The Hoffmann-Ostenhof inequality: solution key

Premises and conventions

Ψ(x₁,…,x_N) is a normalised state of N identical particles of mass m, symmetric or antisymmetric, with x = (r,σ) and σ = ↑,↓ along an arbitrary fixed axis. ∫dx means Σ_σ∫d³r, and X stands for (x₂,…,x_N). The kinetic energy is non-relativistic and finite:

T = (ħ²/2m) Σ_k ∫|∇_kΨ|² = N(ħ²/2m) ∫dx dX |∇Ψ(x,X)|² < ∞,

where the second form uses the exchange symmetry. For electrons ħ²/2m = 3.810 eV Å². Define

γ(x,x′) = N∫dX Ψ(x,X)Ψ*(x′,X),
n_σ(r) = γ(rσ,rσ), n = n↑ + n↓, ∫n d³r = N,
τ_σ(r) = N(ħ²/2m)∫dX |∇Ψ(rσ,X)|², τ = τ↑ + τ↓, ∫τ d³r = T,
τ_W[n](r) = (ħ²/2m)|∇√n|², T_W[n] = ∫τ_W d³r.

T_W is the von Weizsäcker functional. To be shown: τ ≥ τ_W[n] almost everywhere, hence T ≥ T_W[n] (M. and T. Hoffmann-Ostenhof, 1977), and T ≥ T_W[n↑] + T_W[n↓] ≥ T_W[n].

Part (a). Natural-orbital form of n and τ

Step 1. For any square-integrable g,
⟨g|γ|g⟩ = N∫dX |∫dx g*(x)Ψ(x,X)|² ≥ 0, and tr γ = N.
So γ is a positive operator of finite trace, with orthonormal eigenfunctions φ_i (natural spin orbitals) and eigenvalues f_i ≥ 0, Σf_i = N. Only f_i > 0 is kept.

Step 2. Put c_i(X) = ∫dx φ_i*(x)Ψ(x,X). Then N∫dX c_i c_j* = ⟨φ_i|γ|φ_j⟩ = f_i δ_ij, so the functions e_i = (N/f_i)^½ c_i are orthonormal in X. By Step 1 a function g with γg = 0 has no overlap with Ψ, so Ψ = Σ_i (f_i/N)^½ φ_i(x)e_i(X).

Step 3. Projecting on e_i gives (f_i/N)^½ φ_i(x) = ∫dX Ψ e_i*. Since ∇Ψ is square-integrable, the gradient may be taken under the integral: (f_i/N)^½ ∇φ_i = ∫dX (∇Ψ)e_i*. For any h(X) orthogonal to all e_i, ∫dX Ψh* vanishes for all x, and so does its gradient. Thus ∇Ψ has no component outside the e_i, and Parseval's theorem in X gives

n_σ = Σ_i f_i|φ_i(rσ)|², τ_σ = (ħ²/2m)Σ_i f_i|∇φ_i(rσ)|². (1)

Step 4. Collect α = (i,σ) and set a_α(r) = f_i^½ φ_i(rσ). Then n = Σ_α|a_α|² and τ = (ħ²/2m)K with K = Σ_α|∇a_α|². From here on neither orthogonality nor statistics is used. A mixed state Σ_k w_k|Ψ_k⟩⟨Ψ_k| with w_k ≥ 0 is covered by enlarging α to (k,i,σ) and multiplying a_α by w_k^½.

Part (b). The inequality

Step 5. Each term obeys ∇|a_α|² = 2 Re(a_α*∇a_α). The series of gradients converges absolutely in the integrated sense, because the Schwarz inequality over α and r gives Σ_α∫|a_α||∇a_α| d³r ≤ (N∫K d³r)^½ < ∞. Term-by-term differentiation is therefore allowed:

∇n = 2 Re Σ_α a_α*∇a_α. (2)

Step 6. At fixed r and for the Cartesian component k, use |Re z| ≤ |z| and then the Schwarz inequality in the index α:
(∂_k n)² ≤ 4|Σ_α a_α*∂_k a_α|² ≤ 4 n Σ_α|∂_k a_α|².
Summing over k:

|∇n|² ≤ 4nK. (3)

Step 7. Division by n needs care where n = 0. Take g_ε = (n + ε²)^½ − ε. The map s → (s + ε²)^½ − ε is smooth with bounded slope for s ≥ 0, so the chain rule holds, and (3) gives
|∇g_ε|² = |∇n|²/[4(n + ε²)] ≤ K n/(n + ε²) ≤ K.
Also 0 ≤ g_ε ≤ √n. As ε → 0, g_ε → √n; ∇g_ε → ∇n/(2√n) where n > 0, and ∇g_ε = 0 where n = 0, since (3) forces ∇n = 0 there. Both bounds, n and K, are integrable, so dominated convergence shows that √n has a square-integrable gradient with |∇√n|² ≤ K. Multiplying by ħ²/2m,

τ(r) ≥ τ_W(r) = (ħ²/2m)|∇√n|² = ħ²|∇n|²/(8mn) almost everywhere, (4)

the last form holding where n > 0. Integration gives

T ≥ T_W[n]. (5)

Part (c). The remainder and the case of equality

Step 8. For complex numbers a_α, b_α expand
|a_αb_β − a_βb_α|² = |a_α|²|b_β|² + |a_β|²|b_α|² − 2 Re[(a_αb_α*)(a_β*b_β)].
Half the sum over all α, β, which equals the sum over α < β, yields Lagrange's identity
Σ|a|² Σ|b|² − |Σa*b|² = Σ_{α<β}|a_αb_β − a_βb_α|².

Step 9. Take b_α = ∂_k a_α. By (2), Σa_α*∇a_α = ½∇n + i(m/ħ)j, where j = (ħ/m) Im Σa_α*∇a_α is the particle current density. The squared modulus is |∇n|²/4 + (m/ħ)²|j|². Summing over k and multiplying by ħ²/(2mn), for n > 0:

τ = τ_W + m|j|²/(2n) + [ħ²/(2mn)] Σ_{α<β}|a_α∇a_β − a_β∇a_α|². (6)

Both added terms are non-negative. The first is what the step |Re z| ≤ |z| discards, the second what the Schwarz step discards.

Step 10. Let n > 0 everywhere and write a_α = √n u_α with Σ|u_α|² = 1, so that Re Σu_α*∇u_α = 0. Then K = |∇√n|² + nΣ|∇u_α|², and T = T_W holds if and only if every u_α is constant. In that case γ(rσ,r′σ′) = √n(r)√n(r′) M_σσ′, with a constant positive 2×2 matrix M of unit trace, and the occupations are N times the eigenvalues of M. For fermions f_i ≤ 1, because f_i is the expectation value of an orbital number operator with eigenvalues 0 and 1. Two occupations not above 1 must add up to N, so N ≤ 2, and N = 2 means one spatial orbital √(n/2) filled twice. For N ≥ 3 electrons (5) is strict.

Part (d). Spin resolution

Step 11. Steps 5 to 7 apply unchanged to the subset of α with one σ, by (1). Hence τ_σ ≥ τ_W[n_σ] and

T ≥ T_W[n↑] + T_W[n↓]. (7)

The kinetic operator is diagonal in spin, so only the diagonal spin blocks of γ enter. Collinearity is not needed: (7) holds for every state and every fixed axis. For collinear spins the natural axis is the common one.

Step 12. Put √n↑ = √n cos θ, √n↓ = √n sin θ. The cross terms cancel in the sum of squared gradients:
|∇√n↑|² + |∇√n↓|² = |∇√n|² + n|∇θ|².
The polarisation is ζ = (n↑ − n↓)/n = cos 2θ, so ∇ζ = −2 sin 2θ ∇θ and |∇θ|² = |∇ζ|²/[4(1 − ζ²)] where |ζ| < 1. Therefore

T_W[n↑] + T_W[n↓] − T_W[n] = (ħ²/8m)∫ n|∇ζ|²/(1 − ζ²) d³r ≥ 0. (8)

Bound (7) is never weaker than (5) and is strictly sharper only if ζ varies in space. For a closed shell (ζ = 0) or full polarisation the two coincide. A determinant with one real orbital for each spin, of different shapes, saturates (7) but not (5).

Part (e). Consequence for density functionals

The non-interacting kinetic energy T_s[n] is the least T among determinants that yield n. Each of them obeys (5), so T_s[n] ≥ T_W[n], and the Pauli energy T_P = T_s − T_W is non-negative. The same argument applies to the kinetic part of the interacting constrained search. Also, every density of finite kinetic energy has ∇√n square-integrable.

Part (f). Range of validity

1. The premises are a positive γ and a finite kinetic energy of the form above. No interaction, potential, ground-state property or statistics entered, so excited states and thermal ensembles at any temperature are covered. An approximate density matrix with negative occupations is not.
2. The pointwise form (4) belongs to the positive definition of τ. The alternative τ_L = −(ħ²/2m) Re Σa_α*∇²a_α = τ − (ħ²/4m)∇²n has the same integral but no such bound. For one orbital φ ∝ exp(−κr), τ_L = (ħ²/2m)(2κ/r − κ²)φ² falls below τ_W = (ħ²/2m)κ²φ² for r > 1/κ and is negative for r > 2/κ.
3. In a magnetic field ∇ becomes ∇ + ieA/ħ for charge −e. The added term in Σa*b is imaginary, so (4) to (8) survive for the orbital kinetic energy, with j the physical current. In a crystal they hold per unit cell. Relativistic kinetic operators need a separate proof.
4. The proof never uses f_i ≤ 1, so the bound ignores the Pauli principle and can be empty. In a free-electron model of aluminium (three electrons per atom, fcc, approximate lattice constant 4.05 Å) n = 12/(4.05 Å)³ = 0.181 Å⁻³ and E_F = (ħ²/2m)(3π²n)^(2/3) = 11.7 eV. The model's kinetic energy is (3/5)E_F = 7.0 eV per electron, while T_W = 0.

Part (g). Illustration: Be atom, Hartree-Fock orbitals in a minimal basis

Model. The configuration 1s²2s² is treated by restricted Hartree-Fock in two normalised Slater functions, χ = R(r)/√(4π):
R₁ = N₁ exp(−ζ₁r), N₁² = 4ζ₁³; R₂ = N₂ r exp(−ζ₂r), N₂² = 4ζ₂⁵/3.
The exponents are given inputs, approximate energy-optimised values: ζ₁ = 3.6848/a₀ = 6.9633 Å⁻¹ and ζ₂ = 0.9560/a₀ = 1.8066 Å⁻¹, with a₀ = 0.52918 Å and ħ²/(ma₀²) = 27.211 eV.

Two occupied orbitals in a two-function basis fill the whole space. The self-consistent orbitals are thus an orthogonal transformation of any real orthonormal pair, and n, τ and the squared Wronskian below do not change under it. No iteration is needed. Take φ₁ = R₁ and φ₂ = (R₂ − SR₁)/(1 − S²)^½.

Integrals. With ∫rᵏexp(−sr)dr = k!/s^(k+1) and s = ζ₁ + ζ₂:
S = ∫R₁R₂r²dr = 6N₁N₂/s⁴ = 0.18882, 1 − S² = 0.96435.
With T_μν = (ħ²/2m)∫R_μ′R_ν′r²dr:
T₁₁ = ħ²ζ₁²/2m = 184.735 eV,
T₂₂ = ħ²ζ₂²/6m = 4.145 eV,
T₁₂ = −(ħ²/2m)N₁N₂ζ₁(2/s³ − 6ζ₂/s⁴) = −(ħ²/m)ζ₁(ζ₁ − 2ζ₂)S/6 = −5.594 eV.
Since φ₁′² + φ₂′² = (R₁′² + R₂′² − 2SR₁′R₂′)/(1 − S²), and each orbital is filled twice,
T = 2(T₁₁ + T₂₂ − 2ST₁₂)/(1 − S²) = 396.1 eV.

Remainder. The orbitals are real, so j = 0, and ζ = 0, so (7) equals (5) by (8). Apply (6) to one spin, where one pair remains, and double it. With n_σ = (φ₁² + φ₂²)/4π and W = φ₁φ₂′ − φ₂φ₁′,
4π(τ − τ_W) = (ħ²/m) W²/(φ₁² + φ₂²).
Let u = R₂/R₁ = (N₂/N₁) r exp[(ζ₁ − ζ₂)r]. The admixture of R₁ drops out of the Wronskian, W = R₁²u′/(1 − S²)^½, and φ₁² + φ₂² = R₁²(1 − 2Su + u²)/(1 − S²). With R₁u′ = N₂exp(−ζ₂r)[1 + (ζ₁ − ζ₂)r],

P(r) = 4πr²(τ − τ_W) = (ħ²/m) N₂² r² exp(−2ζ₂r)[1 + (ζ₁ − ζ₂)r]²/(1 − 2Su + u²). (9)

The denominator equals (u − S)² + 1 − S² > 0, so P > 0 for all r > 0, in accord with (4) and Step 10. With 4πτ = (ħ²/m)(φ₁′² + φ₂′²) one obtains:

r/a₀ | r (Å) | P (eV/Å) | τ_W/τ
0.6 | 0.318 | 45.1 | 0.929
0.8 | 0.423 | 71.7 | 0.724
1.0 | 0.529 | 61.6 | 0.329
1.2 | 0.635 | 26.5 | 0.099
1.4 | 0.741 | 8.2 | 0.108
2.0 | 1.058 | 0.17 | 0.957

Numerical quadrature of (9) gives T − T_W = ∫P dr = 25.2 eV, so T_W = 370.9 eV and T_W/T = 0.936.

Reading of the result. Write φ₁ = ρ^½ cos ϑ, φ₂ = ρ^½ sin ϑ with ρ = φ₁² + φ₂²; then W = ρϑ′ and the remainder is proportional to ρϑ′². It is large only where the density changes from 1s to 2s character, and in the table τ_W supplies about a tenth of τ at 0.635 and 0.741 Å. For r → ∞ the remainder decays as exp(−2ζ₁r) up to constants while τ decays as r²exp(−2ζ₂r), so τ_W/τ → 1. For r → 0 the model gives τ_W/τ = 0.9996. Complete-basis Hartree-Fock s orbitals all obey the cusp condition R′(0) = −ZR(0)/a₀, because only the nuclear attraction is singular at r = 0; then W(0) = 0 and the ratio is exactly 1, so the small shortfall is a basis-set effect. The numbers are those of the minimal-basis model: T = 396.1 eV against the bound T_W = 370.9 eV, with 6.4 per cent of T left to the Pauli term.